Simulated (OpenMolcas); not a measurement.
**B2H4F2: a line through the functionals**

B2H4F2: 8 atoms, total charge 0, spin state singlet. SMILES: `[BH2-]1[F+][BH2-][F+]1`. The shape is that of a PBE0-D4/def2-TZVP optimisation.

The HOMO–LUMO gap y, in eV, basis cc-pVDZ; a is the functional's share of exact exchange. Programs: OpenMolcas 26.06.

| functional | program | a | y (eV) |
| --- | --- | --- | --- |
| BLYP | OpenMolcas | 0 | 6.77 |
| TPSS | OpenMolcas | 0 | 7.28 |
| B3LYP | OpenMolcas | 0.2 | 8.92 |
| PBE0 | OpenMolcas | 0.25 | ? |
| BHLYP | OpenMolcas | 0.5 | 12.06 |

Task: Fit y = c + s·a to the known rows and predict PBE0.

Result: 
1. Means of the 4 rows: a = 0.1750, y = 8.758.
2. Σ(Δa)² = 0.1675, Σ(Δa·Δy) = 1.6838, so the slope is 1.6838/0.1675 = 10.053.
3. Intercept: 8.758 − (10.053) × 0.1750 = 6.999. The largest residual of the fit is 0.28.
4. PBE0: 6.999 + (10.053) × 0.25 = 9.51 eV.

The run gave 9.38 eV, so the prediction is off by +0.13 eV, within the largest residual. Exact exchange lowers occupied levels and raises empty ones. The rows mix families of semi-local functionals, which the line can't see.

The gap widens steadily with the share of exact exchange, from 6.77 eV in BLYP to 12.06 eV in BHLYP. A semi-local potential acts alike on filled and empty orbitals, whereas the exact-exchange operator gives an occupied orbital an attractive term that cancels its self-repulsion, and an empty one has no such term. Because this operator enters in proportion to a, a nearly straight line is expected as long as the orbitals change little. BLYP, B3LYP and BHLYP follow one closely; TPSS lies above it, lifting the intercept and flattening the slope, which probably accounts for much of the overshoot for PBE0. The wide gap at every level fits the bonding: fluorine lone pairs fill the boron acceptor orbitals that would otherwise lie low and empty. The agreement for PBE0 supports interpolation between functionals, not the accuracy of any one gap; without diffuse functions in the basis, the empty level is probably placed too high, so the values shouldn't be read as electron-attachment or optical thresholds.
